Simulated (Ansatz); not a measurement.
# CH6OSn: structure from calculated spectroscopic constants

These gas-phase data were calculated for one isomer of CH6OSn at PBE0-D3(BJ)/def2-SVP (harmonic, unscaled wavenumbers; equilibrium rotational constants with average atomic masses):

```
rotational constants            : 27.15, 3.073, 2.942 GHz
all wavenumbers above 1500 cm⁻¹ : 3093, 3028, 2967, 1975, 1928, 1926
```

Candidates:

(1) `C[O][SnH3]`, a singlet
(2) `O[CH2][SnH3]`, a singlet
(3) `[CH3][SnH2][OH]`, a singlet

Question: Which structure fits?

Answer: Candidate (1). No mode falls between 3300 and 4000 cm⁻¹, where the O–H stretch of (2), (3) would stand.

The same quantities for all candidates:

```
     rotational constants (GHz)         wavenumbers above 1500 cm⁻¹  E above the lowest, PBE0-D3(BJ)/def2-SVP (kcal/mol)
(1)         27.15, 3.073, 2.942  3093, 3028, 2967, 1975, 1928, 1926                                                 15.6
(2)         23.01, 2.806, 2.663  3886, 3140, 3032, 1935, 1918, 1908                                                 24.7
(3)         10.36, 4.942, 3.653  3904, 3195, 3187, 3071, 1953, 1905                                                  0.0
```

Each candidate is one conformer. Atoms past krypton carry core potentials. Programs: Ansatz 0.2.0.

The stretching pattern supports methoxystannane independently of the missing O–H band: three C–H modes lie well above three Sn–H modes, whereas (2) has only two C–H stretches and (3) only two Sn–H stretches. The Sn–H modes lie low mainly because the diffuse tin valence orbitals overlap poorly with hydrogen 1s, giving a small force constant. The rotational constants agree. In (3) carbon and oxygen both sit on the heavy tin atom, which makes the rotor much less elongated, while the larger B and C of (1) relative to (2) probably reflect a Sn–O bond shorter than Sn–C.

The assigned isomer is not the most stable of the three. Isomer (3) combines a strongly polar Sn–O bond with a strong O–H bond; (1) keeps the former but lacks the latter, and (2) has O–H but gives up Sn–O, which plausibly explains why it lies highest. These relative energies say nothing about the barriers to rearrangement, so (1) could still be kinetically persistent.
